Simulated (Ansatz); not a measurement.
HfO₂: pressure against volume per atom

Equation of state of a cubic crystal from periodic Kohn-Sham density functional theory without spin; pressure corrected for the finite basis. The results are calculated, by Ansatz 0.2.0 development build.

Cell of the first row (space group Fm-3m, No. 225):
```
CELL_PARAMETERS angstrom
0.00000 2.51450 2.51450
2.51450 0.00000 2.51450
2.51450 2.51450 0.00000
ATOMIC_POSITIONS crystal
Hf 0.00000 0.00000 0.00000
O 0.25000 0.25000 0.25000
O 0.75000 0.75000 0.75000
```

Settings of every row: formula HfO2; structure type fluorite; functional PBE; spin treatment none; k mesh 37x37x37; occupation method fermi-dirac; occupation width 0.061225619 eV; wave cutoff 420 eV; datasets soft-1 PAW; density cutoff ratio 4.

Limits: a cubic model structure, not a phase known at ambient conditions; no spin-orbit coupling, which can matter with elements this heavy.

| row | volume per atom (Å³) | pressure (GPa) | energy above lowest point (meV/atom) |
| --- | --- | --- | --- |
| 1 | 10.599 | 10.987 | 14.66 |
| 2 | 10.82 | 5.223 | 3.56 |
| 3 | 11.041 | ? | ? |
| 4 | 11.261 | -4.64 | 3.23 |
| 5 | 11.482 | -8.851 | 12.57 |
| 6 | 11.703 | -12.654 | 27.43 |

Question: what pressure should row 3 give?

Worked fit of pressure. Take u = (V_r/V)^(2/3) − 1 with V_r = 11.261 Å³ an atom, which is twice the finite (Eulerian) strain; such expansions in the strain, on which the Birch-Murnaghan equation of state is built, carry the rest volume and the bulk modulus. The shown rows have u = 0.04122, 0.02699, 0, -0.01287, -0.02534. Least squares give pressure = −4.6385 + 340.075 × u + 944.38 × u² GPa; a straight line predicts inner rows, each left out in turn, worse (root mean square 0.46 against 0.0088 GPa). The rows lie off it by 0.003, -0.005, -0.002, 0.008, -0.004 (root mean square 0.0049 GPa). The pressure vanishes at u = 0.0132, or V = 11.04 Å³ an atom, and there the bulk modulus at fixed shape and fractions is B = −V dP/dV = (2/3)(1 + u) dP/du = 246 GPa. The withheld row has u = 0.01324, so the fit gives −4.6385 + 340.075 × (0.01324) + 944.38 × (0.01324)² = 0.030 GPa.

The calculation gave 0.033 GPa. The fit lies 0.003 GPa (9.1 % of the value, 0.013 % of the column's range) below it; its largest miss of a shown row is 0.008 GPa.

The other values of row 3: energy above lowest point 0 meV/atom.
